# Symmetry of the transition vector: eclipsed ethane and disilane

## Theorems

Let a structure be a first-order saddle of the potential $V$. Its mass-weighted Hessian $\mathbf H$ has exactly one negative eigenvalue $\lambda$, with eigenvector $\mathbf v$, the transition vector. Reactant R and product P are the ends of the two steepest-descent branches that leave along $\mp\mathbf v$, taken as distinct structures with labelled nuclei. A point-group operation $g$ of the saddle is combined with the relabelling of like nuclei that restores the saddle.

1. $\mathbf v$ spans a real one-dimensional representation.
2. $g\mathbf v=+\mathbf v$ if $g$ leaves R and P unchanged, and $g\mathbf v=-\mathbf v$ if $g$ interchanges them. No operation does anything else.
3. An operation of odd order leaves R and P unchanged. A $C_3$ axis may be present, but it cannot cycle three valleys through one first-order saddle.

The exclusion of three-valley saddles is due to Murrell and Laidler (1968), the group-theoretical rules to McIver and Stanton (1972).

## Problem

Eclipsed $\mathrm{X_2H_6}$ ($D_{3h}$, $z$ along X–X) is the saddle for internal rotation. The torsion angle $\tau$ is zero when eclipsed, and R and P are the staggered forms at $\tau=-60^\circ$ and $+60^\circ$. The energy along the relaxed path is modelled as

$$V(\tau)=\tfrac12V_3(1+\cos3\tau).$$

Typical inputs, with the geometry assumed to hold at the saddle and $m_{\rm H}\approx1.008$ u:

| | $V_3$ / kcal mol⁻¹ | $r$(X–H) / Å | $\theta$(HXX) |
|---|---|---|---|
| ethane | 2.9 | 1.09 | 111° |
| disilane (a silicon deposition gas) | 1.2 | 1.49 | 110° |

(a) Find the species of $\mathbf v$ and its components. (b) Find $\lambda$ and the imaginary wavenumber. (c) Reconcile statement 3 with the three wells of $V(\tau)$.

## Answers

(a) $a_1''$, a tangential motion of the six H atoms with components $\pm1/\sqrt6$. (b) In the model, $3.1\times10^2\,i$ cm⁻¹ for ethane and $1.5\times10^2\,i$ cm⁻¹ for disilane. (c) The wells are joined pairwise by three separate saddles.

## Solution

**Why the theorems hold.** Each $g$ is an orthogonal map of mass-weighted space that fixes the saddle and obeys $V(g\mathbf x)=V(\mathbf x)$. Hence $g$ commutes with $\mathbf H$, and $g\mathbf v$ is an eigenvector with the same $\lambda$. Only one eigenvalue is negative, so $g\mathbf v=\chi\mathbf v$ with $\chi=\pm1$, which is statement 1. The gradient transforms with $g$, so descent branches map onto descent branches. For $\chi=+1$ each branch maps onto itself, point by point since arc length is kept, and R and P stay fixed. For $\chi=-1$ the branches, and so R and P, are swapped. This is statement 2. If $g^n=E$ with $n$ odd, then $\chi^n=1$ forces $\chi=+1$, which is statement 3. Where a branch ends on a further saddle, the rules refer to that end point and not to the minima beyond it.

**(a) Species.** In the 24 Cartesian displacements only $E$ and $\sigma_v$ have non-zero characters. $C_3$ fixes both X atoms but contributes $1+2\cos120^\circ=0$ per atom, $\sigma_v$ fixes two X and two H and gives 4, and the other classes move every atom. With group order 12 and three $\sigma_v$ planes,

$$n_\Gamma=\frac{24\,\chi_\Gamma(E)+3\cdot4\,\chi_\Gamma(\sigma_v)}{12},$$

so $\Gamma_{3N}=3a_1'+a_2'+4e'+a_1''+3a_2''+4e''$. Removing translations ($e'+a_2''$) and rotations ($a_2'+e''$) leaves 18 vibrations:

$$\Gamma_{\rm vib}=3a_1'+3e'+a_1''+2a_2''+3e''.$$

Statement 1 removes $e'$ and $e''$. Place an upper H at azimuth $+\tau/2$ and its lower partner at $-\tau/2$, with $x$ along the $C_2'$ axis between them. $C_2'$ sends the upper atom to azimuth $-\tau/2$ below, which reproduces the structure. $\sigma_h$ sends it to $+\tau/2$ below and $\sigma_v(xz)$ to $-\tau/2$ above, and both reverse the twist.

| | $E$ | $2C_3$ | $3C_2'$ | $\sigma_h$ | $2S_3$ | $3\sigma_v$ |
|---|---|---|---|---|---|---|
| action | R→R | R→R | R→R | R↔P | R↔P | R↔P |
| required $\chi$ | +1 | +1 | +1 | −1 | −1 | −1 |

This row is $a_1''$. $S_3=\sigma_hC_3$ has order six, so its $-1$ does not conflict with statement 3. The operations with $\chi=+1$ form $D_3$, the symmetry kept along the path. Since $a_1''$ occurs once in $\Gamma_{3N}$, symmetry alone fixes $\mathbf v$: the X atoms rest and the H atoms move tangentially, in opposite senses on the two ends, with mass-weighted components $\pm1/\sqrt6=\pm0.408$.

**(b) Curvature.** The Hessian couples the lone $a_1''$ coordinate to no other. Relaxation of bonds and angles therefore starts at order $\tau^2$ and alters the energy at order $\tau^4$, so $V''(0)$ of the relaxed path is the Hessian element. Each H lies at $\rho=r\sin\theta$ from the axis and moves by $\rho\tau/2$, so the mass-weighted coordinate obeys

$$Q^2=6m_{\rm H}(\rho\tau/2)^2=I_r\tau^2,\qquad I_r=\tfrac32m_{\rm H}\rho^2 .$$

With $V''(0)=-\tfrac92V_3$,

$$\lambda=-\frac{9V_3}{2I_r},\qquad \tilde\nu=i\,\frac{\sqrt{|\lambda|}}{2\pi c}.$$

For $|\lambda|=1$ kcal mol⁻¹ u⁻¹ Å⁻² the wavenumber is 108.6 cm⁻¹.

| | $\rho$ / Å | $I_r$ / u Å² | $V''(0)$ / kcal mol⁻¹ rad⁻² | $\lambda$ / kcal mol⁻¹ u⁻¹ Å⁻² | $\tilde\nu$ / cm⁻¹ |
|---|---|---|---|---|---|
| ethane | 1.018 | 1.57 | −13.05 | −8.3 | $3.1\times10^2\,i$ |
| disilane | 1.400 | 2.96 | −5.40 | −1.8 | $1.5\times10^2\,i$ |

These wavenumbers are the model's. A neglected term $\tfrac12V_6(1-\cos6\tau)$ leaves the barrier unchanged but multiplies $V''(0)$ by $1-4V_6/V_3$. An assumed $V_6=0.01V_3$ lowers $|\tilde\nu|$ by 2 %, so two figures are kept.

**(c) Three wells.** The point-group $C_3$ turns both XH₃ groups together and leaves $\tau$ unchanged. The shift $\tau\to\tau+120^\circ$ relabels the H atoms of one end only. It is a symmetry of $V$ but not of this saddle, which it carries to another. The saddles at $0^\circ$, $120^\circ$ and $240^\circ$ each join two of the wells at $60^\circ$, $180^\circ$ and $300^\circ$.

For $C_3$ to cycle three valleys at one point, their exit directions would need components in a degenerate pair such as $e'$. A real symmetric $2\times2$ block that commutes with a $120^\circ$ rotation is $k\mathbf 1$. In polar coordinates $(s,\alpha)$ of that plane, with $\alpha$ suitably oriented,

$$V=V_0+\tfrac12ks^2+bs^3\cos3\alpha+\dots$$

For $k>0$ the point is a minimum in this plane. For $k<0$ it has two negative eigenvalues, and to this order a whole circle with $s<|k|/(2|b|)$ lies below $V_0$, so the valleys communicate around the hilltop at lower energy. Three valleys meet only for $k=0$, a monkey saddle, which symmetry does not enforce and which has no negative curvature in this plane.